In zincblende ZnS every zinc atom is bonded to four sulphur atoms and every sulphur atom to four zinc atoms. When all the zinc atoms shift one way and all the sulphur atoms the other, the charges they carry make an electric dipole. This motion is the lattice's own answer to an electric field, and it adds to the answer of the electrons. The table follows both answers as the crystal is squeezed.

Zincblende ZnS, computed with Ansatz 0.2.0 in LDA (scalar-relativistic, plane-wave PAW, cutoff 420 eV, k mesh 10×10×10). Phonon frequencies are for zone-centre optical modes by linear response, the lowest taken without the long-range electric term that splits LO from TO. The shear modulus is the Hill average with relaxed ions.

```csv
volume per atom (Å³),applied pressure (GPa),volume over rest,lowest phonon frequency (cm⁻¹),highest longitudinal frequency (cm⁻¹),dielectric clamped,dielectric relaxed,Born charge first Zn (e),shear modulus (GPa)
13.78,50,none,463.7,491.4,6.55,7.35,1.44,n/a
14.32,40,none,438.8,469.8,6.45,7.40,1.51,n/a
15.37,25,none,395.4,432.8,6.31,7.56,1.62,n/a
15.62,22,none,385.6,424.6,6.29,7.62,1.65,28.5
15.80,20,none,378.7,418.8,6.27,7.67,1.67,n/a
16.66,12,none,348.7,394.0,6.21,7.93,1.75,n/a
16.78,11,none,344.6,390.6,6.21,7.98,1.76,34.2
17.04,9,none,336.1,383.7,6.20,8.08,1.78,n/a
17.64,5,none,317.6,368.7,6.18,8.33,1.83,36.3
17.81,4,none,312.7,364.8,6.18,8.41,1.84,n/a
18.17,2,none,302.2,356.4,6.18,8.59,1.87,n/a
18.20,n/a,0.98,301.3,355.7,6.18,8.61,1.87,n/a
18.57,0,none,291.1,347.5,6.18,8.82,1.90,n/a
18.79,n/a,none,285.2,342.8,6.19,8.95,1.92,n/a
18.95,n/a,1.02,281.2,339.7,6.19,9.04,1.93,n/a
```

The column of lowest phonon frequencies covers only optical vibrations at the zone centre, where all cells move alike; it is not the lowest frequency in the whole crystal. It belongs to the transverse optical vibration, called TO below, in which the two kinds of atom move against each other. The highest longitudinal frequency, LO, belongs to the same motion when it also builds up an electric field along its path. The clamped dielectric constant counts the electrons alone, with the atoms held still. The relaxed one lets the atoms move too, and the difference is the ionic part. The Born charge Z is the dipole made per unit of displacement, in units of e, and need not equal the charge that sits on the atom.

The solutions follow two rows closely: the crystal at rest (18.57 Å³ an atom) and at 50 GPa (13.78 Å³). Three rows have no pressure entered. The one at 18.79 Å³ is a crystal stretched by 1 GPa, and the other two were set by volume; all three lie on the same smooth curves as the rest.

### (a) Why does the TO frequency rise under pressure while the shear modulus falls?

**Solution.** The TO vibration stretches and shortens bonds. Squeezing the crystal to 50 GPa shortens each bond from 2.29 to about 2.08 Å, and the TO frequency climbs from 291 to 464 cm⁻¹. The force that drives the atoms back goes as the square of the frequency, so it has grown about 2.5 times. Theory puts this down mainly to the repulsion between the electron clouds of neighbours, which steepens quickly as they overlap.

Repulsion of this kind grows roughly exponentially as a bond shortens, and that can be compared with the table. Least-squares fits to the logarithm of the TO frequency in all fifteen rows, with two constants each, gave a typical miss of 0.2 % for an exponential in bond length and 0.5 % for a power law in volume. In the better fit, a bond shorter by 0.1 Å means a frequency higher by about 24 %. The good fit suits repulsion but does not prove it. The Born charge also affects the TO vibration, though probably little here: LO² − TO², a measure of the electric forces in the vibration, changes by less than a tenth of the rise in TO².

The shear modulus measures another kind of resistance. Shearing a tetrahedral network mostly bends the angles between bonds. If the bonds keep their length, any departure from the regular tetrahedral angles makes the cell smaller, so pressure is expected to help such a distortion along and lower the resistance to it. Between 5 and 22 GPa the modulus drops from 36.3 to 28.5 GPa, while the TO frequency rises by about a fifth. Only three rows have a shear modulus, but they show that a stiffer optical vibration is no sign of a greater resistance to shear. Real ZnS changes to the rock-salt structure at very roughly 15 GPa, so the most compressed rows describe a zincblende crystal that would not be the stable form.

### (b) Compression packs more ions into each volume. Why, then, does the relaxed dielectric constant fall, and why do LO and TO draw together?

**Solution.** A field E pulls on an ion pair with the force ZeE, and the pair yields until the restoring force balances the pull. A stiff pair yields little. The displacement goes as Z/TO², the dipole it makes brings in Z once more, and dividing by the volume V gives the polarisation:

ionic part ∝ Z² / (V × TO²)

From rest to 50 GPa the three factors are

- Born charge: (1.44/1.90)² = 0.57
- stiffer vibration: (291.1/463.7)² = 0.39
- closer packing: 18.57/13.78 = 1.35

Their product is 0.30, so the ionic part of 2.64 at rest should shrink to about 0.8, as it does in the table. The agreement is no test, because the calculation obtains the ionic part from these same quantities. What the factors do show is the order of the causes: stiffening first, the smaller charge second, with closer packing working against both.

Stiffening would be enough by itself to lower the ionic part. If the frequency rises by γ per cent for each per cent of volume lost, then at fixed charge the ionic part falls whenever γ exceeds one half. Here γ, the Grüneisen parameter of the vibration, is about 1.7 near rest and 1.5 between 25 and 50 GPa. The same comparison can be made for any crystal of this type whose γ is known.

The electrons behave differently. The electrons of each cell become harder to polarise, by about 20 %. This fits the widening of the smallest direct band gap, seen in the same runs but not listed in the table; transitions across larger gaps count as well. The volume shrinks by 26 %, however, and the closer packing wins: the clamped constant ends at 6.55, against 6.18 at rest. Near rest the two effects almost cancel, which leaves the constant nearly flat, with a shallow minimum where they balance. The level of the clamped constant is probably too high throughout, since LDA makes band gaps too small. LDA also tends to make crystals slightly too small, which would put the TO frequency at rest somewhat high. The runs also used PAW datasets made for another functional, PBE, which may shift the absolute values in all rows.

The rise of the clamped constant recovers only part of what the ionic part loses, so the relaxed constant falls from 8.82 to 7.35. Two things slow the fall at high pressure: the ionic part loses less for each added GPa, and the clamped constant rises. Between 40 and 50 GPa the ionic part still loses 0.15, but the clamped constant gains 0.10.

LO lies above TO because the field of the longitudinal motion acts as an extra spring. The electrons weaken that field, so the extra spring goes as

LO² − TO² ∝ Z² / (clamped constant × V)

The TO frequency is absent here, and the Born charge decides the direction. With the charge kept at its rest value, the extra spring would have grown by 27 % as the ions moved closer. In the table it weakens by 27 %.

Even a stronger extra spring would have shifted the frequency less, because it would act on a much stiffer bond. With the charge fixed, LO at 50 GPa would be √(463.7² + 1.27 × (347.5² − 291.1²)) ≈ 511 cm⁻¹, only 47 cm⁻¹ above TO, compared with 56 at rest. The smaller charge brings the distance down to 28 cm⁻¹. Between TO and LO such a crystal reflects infrared light strongly, so in the calculated zincblende crystal this reflection band moves to higher frequency and loses half its width.

### (c) Why does the Born charge fall, and how much of the fall does a simple picture of the bond give?

**Solution.** Two electrons form each Zn–S bond, and they spend more time near sulphur. Call the imbalance p: zero for an evenly shared bond, one for a fully ionic bond. Compression increases the overlap between the two atoms, which favours sharing. The bond should then become less polar, and a displaced atom should carry less charge with it.

Zinc brings two electrons and keeps 1 − p from each of four bonds, so its static charge is 4p − 2. A second contribution arises because a stretched bond becomes more polar and sends electrons across to sulphur. If the coupling between the atoms goes as one over the bond length squared, adding up the four bond directions gives

Z = 4p − 2 + (8/3) p (1 − p²)

The Born charge of 1.90 at rest fixes p at 0.76. The 50 GPa row plays no part in this choice, so it tests the picture:

1. At rest the ratio of coupling to polar energy is √(1/0.762² − 1) = 0.85.
2. With the polar energy held fixed, the shorter bond raises this ratio by a factor of (18.57/13.78)^(2/3) = 1.22, to 1.04.
3. The new imbalance is p = 1/√(1 + 1.04²) = 0.69.
4. The formula then gives Z ≈ 1.74.

The table has 1.44. The picture gets the direction right but yields only a little over a third of the fall. One reason is that the two parts of the formula work against each other here: as p drops from 0.76 to 0.69, the static charge shrinks, but the part due to electrons crossing the bond grows. Loss of bond polarity is therefore a reasonable part of the explanation and, in this simple form, not the whole of it.

The weakest step may be the fixed polar energy, since the energy difference between zinc and sulphur orbitals could itself change as the atoms are pressed together. The filled 3d shell of zinc, which the picture leaves out, could matter too. The coupling may also grow faster than the assumed law. These are guesses. A breakdown of the Born charge by groups of bands, at rest and under pressure, would show the part played by the 3d shell, but it is not available here. LDA tends to place that shell too high in energy, so these runs may overstate its part.
